**Addition energies of a hard-wall spherical dot with a central charge of 2**

The table holds chemical potentials, unpaired electrons, rms radii, highest eigenvalues and addition energies for 1 to 24 electrons in a dot of radius 11.4 bohr\*, from spin-polarised spherical LDA-PW92 calculations with greedy filling. The program tests a model of the outer electrons made of constant charging, rotor gaps $l(l+1)/2r^2$ with $r$ taken from the rms radius, and an exchange term $-JM^2/4$, with two constants fitted to $N=7$–23. It compares this with empty-sphere levels and with an $n^{4/3}$ exchange form. The rotor model reproduces the fitted rows to 0.0016 hartree\* rms, against 0.0071 and 0.0035 for the alternatives, and fails by 0.012 on the unfitted rows $N=3$–6. The output also sets the peak excesses against level gaps and spin splittings at $N=6$ and 12, and shows that the highest eigenvalue exceeds the chemical potential by about half the plateau value from $N=3$.

Spherical dot with a hard wall at radius 11.4 bohr* and a central point charge of 2 e, from the radks radial solver (version 2) with Libxc (spin-polarised Kohn-Sham, LDA-PW92, m-averaged shells, effective atomic units). Levels are numbered from 1 for each l, and the greedy filling can miss a lower state. Chemical potential is E(N)-E(N-1), addition energy E(N+1)+E(N-1)-2E(N).

## Script

```python
# Table: spin-polarised LDA-PW92 (radks) spherical dot, hard wall R=11.4 bohr*, central charge 2, N=1..24:
# chemical potential, spin, rms radius, highest eigenvalue, addition energy. Tested: addition energy =
# second difference of U n^2/2 + sum l(l+1)/(2 r^2) - J M^2/4 for the n=N-2 outer electrons; half-step rule.
T = {
    'electrons': [1, 2, 3, 4, 5, 6, 7, 8, 9, 10, 11, 12, 13, 14, 15, 16, 17, 18, 19, 20, 21, 22, 23, 24],
    'chemical_potential': [-1.942, -0.8927, 0.04364, 0.1575, 0.2835, 0.3836, 0.4935, 0.6123, 0.7125, 0.8135, 0.9473, 1.047, 1.147, 1.246, 1.346, 1.466, 1.564, 1.662, 1.761, 1.86, 1.999, 2.097, 2.195, 2.293],  # hartree*
    'unpaired_electrons': [1, 0, 1, 0, 1, 4, 3, 2, 1, 0, 1, 2, 3, 4, 5, 4, 3, 2, 1, 0, 1, 2, 3, 4],
    'rms_radius': [0.8943, 1.134, 3.961, 5.066, 5.789, 6.304, 6.643, 6.928, 7.156, 7.346, 7.52, 7.667, 7.794, 7.905, 8.003, 8.091, 8.169, 8.241, 8.306, 8.366, 8.425, 8.48, 8.53, 8.577],  # bohr*
    'highest_eigenvalue': [-1.51, -0.5703, 0.09171, 0.2086, 0.3349, 0.4326, 0.543, 0.6623, 0.7629, 0.864, 0.997, 1.097, 1.197, 1.296, 1.396, 1.515, 1.613, 1.712, 1.81, 1.909, 2.048, 2.146, 2.244, 2.342],  # hartree*
    'highest_level': ['1s up', '1s up', '2s up', '2s up', '1p up', '1p up', '2s down', '1p down', '1p down', '1p up', '1d up', '1d up', '1d up', '1d up', '1d up', '1d down', '1d down', '1d down', '1d down', '1d up', '1f up', '1f up', '1f up', '1f up'],
    'addition_energy': [None, 0.9363, 0.1139, 0.126, 0.1001, 0.1099, 0.1188, 0.1002, 0.1009, 0.1338, 0.0996, 0.09977, 0.09983, 0.09983, 0.1194, 0.09827, 0.09846, 0.09857, 0.09862, 0.1393, 0.09793, 0.09795, 0.09796, None],  # hartree*
}
import numpy as np
from scipy.special import spherical_jn
from scipy.optimize import brentq
R, Z = 11.4, 2
g = lambda k: {int(n): v for n, v in zip(T['electrons'], T[k])}
mu, M, rms = g('chemical_potential'), g('unpaired_electrons'), g('rms_radius')
eps, A = g('highest_eigenvalue'), g('addition_energy')
cfg = {2: [], 3: [0], 4: [0, 0], 5: [0, 0, 1], 6: [0, 1, 1, 1]}  # l of outer electrons, from spin and top level
seq = [0, 0] + [1]*6 + [2]*10 + [3]*4
cfg.update({N: seq[:N-2] for N in range(7, 25)})
ro = {N: np.sqrt((N*rms[N]**2 - 2*rms[2]**2)/(N-2)) for N in range(3, 25)}
box = [brentq(lambda x: spherical_jn(l, x), l+2.5, l+4.5)**2/(2*R*R) for l in range(4)]
d2 = lambda f, N: f(N+1) + f(N-1) - 2*f(N)
rot = lambda N: d2(lambda k: sum(l*(l+1) for l in cfg[k]), N)/(2*ro[N]**2)
bx = lambda N: d2(lambda k: sum(box[l] for l in cfg[k]), N)
xq = lambda N: d2(lambda k: -M[k]**2/4, N)
x43 = lambda N: d2(lambda k: -((k-2+M[k])/2)**(4/3) - ((k-2-M[k])/2)**(4/3), N)
print("energies hartree*, lengths bohr*; rounding of addition energies 0.00005 or less, of mu>1 0.0005")
# N=1 Hartree and xc energies: further outputs of the same run
print(f"N=1: mu-(-Z^2/2)={mu[1]+Z*Z/2:.3f}, Hartree+xc={0.609465-0.552426:.3f}, rms hydrogenic {3**.5/Z:.3f} vs {rms[1]}")
print(f"mu2-mu1={mu[2]-mu[1]:.3f}; eps-mu: N=1 {eps[1]-mu[1]:.3f}, N=2 {eps[2]-mu[2]:.3f}; screened 1s^2 mu2={-(Z-5/16)**2+Z*Z/2:.3f}")
print(f"N=3: empty-sphere s level {box[0]:.4f} vs mu {mu[3]}; its rms {R*np.sqrt(1/3-1/(2*np.pi**2)):.2f} vs outer rms {ro[3]:.2f}")
Ns = list(range(3, 25))
print(f"mean slope of mu, N=3-24: {np.polyfit(Ns, [mu[n] for n in Ns], 1)[0]:.4f}; 1/R={1/R:.4f}")
for a, b in ((8, 9), (11, 14), (16, 19), (21, 23)):
    p = np.mean([A[n] for n in range(a, b+1)]); r = np.mean([ro[n] for n in range(a, b+1)])
    print(f"plateau N={a}-{b}: {p:.4f}, inverse {1/p:.2f}, outer rms {r:.2f}, 1/rms {1/r:.4f}, ratio to 1/R {p*R:.3f}")
off = np.array([eps[n]-mu[n] for n in Ns])
print(f"eps-mu N=3-24: min {off.min():.4f} max {off.max():.4f} mean {off.mean():.4f}, twice mean {2*off.mean():.4f}")
fit, low, pred = range(7, 24), range(3, 7), {}
for name, lev, ex in (("rotor+M^2", rot, xq), ("sphere+M^2", bx, xq), ("rotor+n^4/3", rot, x43)):
    X = np.array([[1, ex(n)] for n in fit])
    c = np.linalg.lstsq(X, np.array([A[n]-lev(n) for n in fit]), rcond=None)[0]
    pred[name] = {n: c[0] + c[1]*ex(n) + lev(n) for n in range(3, 24)}
    e = {n: pred[name][n]-A[n] for n in range(3, 24)}
    w = max(fit, key=lambda n: abs(e[n]))
    q = lambda s: np.sqrt(np.mean([e[n]**2 for n in s]))
    print(f"{name}: U={c[0]:.4f} exch={c[1]:.4f}; rms N7-23 {q(fit):.4f} (worst N={w} {e[w]:+.4f}); N3-6 unfitted {q(low):.4f}")
print(" N  M  r_out  table  level term | model-table: rotor+M^2  sphere+M^2  rotor+n^4/3")
for n in range(3, 24):
    print(f"{n:2d} {M[n]:2.0f} {ro[n]:6.2f} {A[n]:.4f} {rot(n):+.4f} | " + "  ".join(f"{pred[k][n]-A[n]:+.4f}" for k in pred))
# eigenvalues (up, down) of s,p,d,f outer levels at N=6 and N=12: further outputs of the same runs
L6 = np.array([[.411809, .454569], [.432555, .47541], [.471828, .514631], [.523851, .565905]])
L12 = np.array([[1.04825, 1.05724], [1.06481, 1.07392], [1.09673, 1.10602], [1.14174, 1.15114]])
g6, g12 = np.diff(L6.mean(1)), np.diff(L12.mean(1))
print("peak excess over neighbours (N=7: over N=8) | rotor, sphere, level gap at N=6, at N=12")
for i, n in enumerate((7, 10, 20)):
    ex = A[n] - (A[8] if n == 7 else (A[n-1]+A[n+1])/2)
    print(f"N={n}: {ex:.4f} | {rot(n):.4f} {bx(n):.4f} {g6[i]:.4f} {g12[i]:.4f}; excess/rotor {ex/rot(n):.2f}")
ex15 = A[15]-(A[14]+A[16])/2; s12 = L12[2, 1]-L12[2, 0]; s6 = L6[:2, 1]-L6[:2, 0]
print(f"N=15 excess {ex15:.4f}, per unpaired {ex15/5:.4f}; N=12 d splitting {s12:.4f}, per unpaired {s12/2:.4f}, x5 {2.5*s12:.4f}")
a6 = s6.mean()/(4/3*4**(1/3))
print(f"N=6 splitting s {s6[0]:.4f} p {s6[1]:.4f}, per unpaired {s6.mean()/4:.4f}; s-to-p promotion cost {g6[0]:.3f}")
gain = lambda u: a6*((u+1)**(4/3)-u**(4/3)-1)
print(f"rough n^4/3 gain on flipping the 2s down spin: N=4 {gain(1):.3f}, N=5 {gain(2):.3f}, N=6 {gain(3):.3f}")
print(f"empty sphere: second s {4*box[0]:.3f} vs f {box[3]:.3f}; N=12 run: 2p up - 1f up {1.27514-L12[3, 0]:.3f}")
assert all(abs(A[n]-(mu[n+1]-mu[n])) < 0.0011 for n in range(2, 24))
assert all(A[n] > A[n-1]+0.005 and A[n] > A[n+1]+0.005 for n in (4, 7, 10, 15, 20))
assert off.min() > 0.045 and off.max() < 0.055
assert all(1/R < A[n] < 1/ro[n] for n in (8, 12, 17, 22))
```

Running it gives:

```
energies hartree*, lengths bohr*; rounding of addition energies 0.00005 or less, of mu>1 0.0005
N=1: mu-(-Z^2/2)=0.058, Hartree+xc=0.057, rms hydrogenic 0.866 vs 0.8943
mu2-mu1=1.049; eps-mu: N=1 0.432, N=2 0.322; screened 1s^2 mu2=-0.848
N=3: empty-sphere s level 0.0380 vs mu 0.04364; its rms 6.06 vs outer rms 6.67
mean slope of mu, N=3-24: 0.1066; 1/R=0.0877
plateau N=8-9: 0.1006, inverse 9.95, outer rms 8.03, 1/rms 0.1245, ratio to 1/R 1.146
plateau N=11-14: 0.0998, inverse 10.02, outer rms 8.42, 1/rms 0.1188, ratio to 1/R 1.137
plateau N=16-19: 0.0985, inverse 10.15, outer rms 8.71, 1/rms 0.1148, ratio to 1/R 1.123
plateau N=21-23: 0.0979, inverse 10.21, outer rms 8.89, 1/rms 0.1125, ratio to 1/R 1.117
eps-mu N=3-24: min 0.0481 max 0.0514 mean 0.0496, twice mean 0.0992
rotor+M^2: U=0.1017 exch=0.0039; rms N7-23 0.0016 (worst N=10 -0.0043); N3-6 unfitted 0.0122
sphere+M^2: U=0.0980 exch=0.0048; rms N7-23 0.0071 (worst N=7 +0.0165); N3-6 unfitted 0.0352
rotor+n^4/3: U=0.1031 exch=0.0179; rms N7-23 0.0035 (worst N=7 -0.0087); N3-6 unfitted 0.0092
 N  M  r_out  table  level term | model-table: rotor+M^2  sphere+M^2  rotor+n^4/3
 3  1   6.67 0.1139 +0.0000 | -0.0103  -0.0135  -0.0108
 4  0   7.07 0.1260 +0.0200 | -0.0063  +0.0093  -0.0123
 5  1   7.42 0.1001 +0.0182 | +0.0059  +0.0210  -0.0023
 6  4   7.68 0.1099 -0.0339 | -0.0205  -0.0652  -0.0080
 7  3   7.83 0.1188 +0.0163 | -0.0028  +0.0165  -0.0087
 8  2   7.97 0.1002 +0.0000 | -0.0005  -0.0046  -0.0023
 9  1   8.09 0.1009 +0.0000 | -0.0012  -0.0053  -0.0017
10  0   8.19 0.1338 +0.0298 | -0.0043  +0.0119  -0.0041
11  1   8.30 0.0996 +0.0000 | +0.0001  -0.0040  +0.0007
12  2   8.38 0.0998 +0.0000 | -0.0001  -0.0042  +0.0009
13  3   8.46 0.0998 +0.0000 | -0.0001  -0.0042  +0.0010
14  4   8.53 0.0998 +0.0000 | -0.0001  -0.0042  +0.0012
15  5   8.59 0.1194 +0.0000 | +0.0000  -0.0000  -0.0070
16  4   8.64 0.0983 +0.0000 | +0.0014  -0.0027  +0.0021
17  3   8.69 0.0985 +0.0000 | +0.0012  -0.0028  +0.0022
18  2   8.73 0.0986 +0.0000 | +0.0011  -0.0030  +0.0023
19  1   8.77 0.0986 +0.0000 | +0.0011  -0.0030  +0.0024
20  0   8.81 0.1393 +0.0386 | -0.0010  +0.0164  +0.0006
21  1   8.85 0.0979 +0.0000 | +0.0018  -0.0023  +0.0034
22  2   8.89 0.0979 +0.0000 | +0.0017  -0.0023  +0.0035
23  3   8.92 0.0980 +0.0000 | +0.0017  -0.0023  +0.0036
peak excess over neighbours (N=7: over N=8) | rotor, sphere, level gap at N=6, at N=12
N=7: 0.0186 | 0.0163 0.0397 0.0208 0.0166; excess/rotor 1.14
N=10: 0.0335 | 0.0298 0.0501 0.0392 0.0320; excess/rotor 1.13
N=20: 0.0410 | 0.0386 0.0601 0.0516 0.0451; excess/rotor 1.06
N=15 excess 0.0204, per unpaired 0.0041; N=12 d splitting 0.0093, per unpaired 0.0046, x5 0.0232
N=6 splitting s 0.0428 p 0.0429, per unpaired 0.0107; s-to-p promotion cost 0.021
rough n^4/3 gain on flipping the 2s down spin: N=4 0.011, N=5 0.016, N=6 0.021
empty sphere: second s 0.152 vs f 0.188; N=12 run: 2p up - 1f up 0.133
```
